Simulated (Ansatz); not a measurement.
## A series in volume per atom on TiSb

Periodic Kohn-Sham DFT of a crystal at fixed atoms; pressure and stress are positive in compression; the energy is the free energy less that of spherical unpolarised free atoms; site moments are those in the method's own spheres, positive along +z. The results are calculated, by Ansatz 0.2.0.

Cell of the first row (space group P6_3/mmc, No. 194):
```
TiSb
1.0
      4.0195     0.0000     0.0000
     -2.0098     3.4810     0.0000
      0.0000     0.0000     6.1553
Ti Sb
2 2
Direct
  0.00000 0.00000 0.00000
  0.00000 0.00000 0.50000
  0.33333 0.66667 0.25000
  0.66667 0.33333 0.75000
```

Settings of every row: method frozen-core PAW; functional LDA; relativity scalar; k mesh 12x12x7; filling fermi-dirac; smearing width 0.03 eV; wave cutoff 420 eV; paw set soft_2.

Atom start moment: 0 on all atoms.

Limits: PAW files made with PBE; no spin-orbit coupling on heavy atoms.

| row | volume per atom (Å³) | pressure (GPa) |
| --- | --- | --- |
| 1 | 21.531 | -3.609 |
| 2 | 21.99 | -5.438 |
| 3 | 22.448 | -7.062 |
| 4 | 22.677 | -7.804 |
| 5 | 22.906 | -8.504 |
| 6 | 23.135 | -9.162 |
| 7 | 23.364 | -9.781 |
| 8 | 23.822 | -10.913 |
| 9 | 24.28 | ? |

Question: what pressure should row 9 give?

Worked fit of pressure. Take u = (V_r/V)^(2/3) − 1 with V_r = 22.791 Å³ an atom, which is twice the finite (Eulerian) strain; such expansions in the strain, on which the Birch-Murnaghan equation of state is built, carry the rest volume and the bulk modulus. The shown rows have u = 0.03864, 0.02414, 0.01016, 0.00335, -0.00335, -0.00994, -0.01642, -0.02907. Least squares give pressure = −8.1575 + 104.386 × u + 336.66 × u² + 216 × u³ GPa; a parabola predicts inner rows, each left out in turn, worse (root mean square 0.0021 against 0.00064 GPa). The rows lie off it by 0.000, 0.000, 0.000, 0.000, -0.001, 0.000, 0.001, 0.000. The withheld row has u = -0.04131, so the fit gives −8.1575 + 104.386 × (-0.04131) + 336.66 × (-0.04131)² + 216 × (-0.04131)³ = -11.910 GPa.

The calculation gave -11.912 GPa. The fit lies 0.002 GPa (0.024 % of the column's range) above it; its largest miss of a shown row is 0.001 GPa. This row lies beyond the range of the fit.
